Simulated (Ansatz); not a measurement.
## Strength of the N–In bond: C2H10InN → C2H7N + InH3

Species: C2H10InN `C[NH+](C)[InH3-]`, singlet; C2H7N (dimethylamine) `CNC`, singlet; InH3 `[InH3]`, singlet. 

Shapes, held fixed at every level: PBE0-D4/def2-TZVP. Programs: Ansatz 0.2.0. The zero-point and thermal change to 298 K, harmonic and unscaled (PBE0-D4/def2-TZVP), is -8.6 kJ/mol.

Estimate ΔH(298 K) of this reaction.

The highest level, CCSD(T)/def2-TZVPP, gives ΔH(298 K) = +94.9 kJ/mol; the levels span +84.7 to +102.7. Both fragments are taken as closed shells, so no electrons are unpaired. The column of differences is taken from that level and isn't an error. No measured value is set beside it here. For atoms past krypton def2 sets carry core potentials with scalar relativity. Outer-core shells of In are correlated in most correlated rows, in sets that cover them unevenly.

```tsv
level	kind	ΔH(298 K) (kJ/mol)	less CCSD(T)/def2-TZVPP
B3LYP-D4/def2-TZVPP	global hybrid	+84.7	-10.2
BHLYP-D4/def2-TZVPP	global hybrid	+89.7	-5.2
PBE0-D4/def2-TZVPP	global hybrid	+87.8	-7.1
r2SCAN0-D4/def2-TZVPP	global hybrid	+92.0	-2.9
MP2/def2-SVP	perturbation theory	+102.7	+7.8
MP2/def2-TZVPP	perturbation theory	+98.9	+4.0
CCSD/def2-SVP	coupled cluster or CI	+96.1	+1.2
CCSD(T)/def2-TZVPP	coupled cluster or CI	+94.9	0.0
```

Splitting the adduct into dimethylamine and InH3 is clearly endothermic at every level, with +94.9 kJ/mol at the highest. This is the strength of a dative bond: the nitrogen lone pair donates into the empty, largely 5p orbital of trivalent indium, helped by electrostatic attraction between nitrogen and the electropositive metal. On dissociation both electrons return to nitrogen, leaving two neutral closed-shell molecules, and InH3 regains some energy by relaxing from a pyramidal to a planar shape. The formal charges in the adduct therefore don't imply separation into ions.

All four hybrids put the bond below the coupled-cluster value and both MP2 rows put it above, yet the spread is small beside the bond strength itself. The closeness of CCSD/def2-SVP to the highest level probably reflects cancellation between small-basis overbinding and the missing triples, so it isn't evidence of convergence. The enthalpy alone doesn't settle whether the adduct persists in the gas phase, since release of two molecules is favoured by entropy.
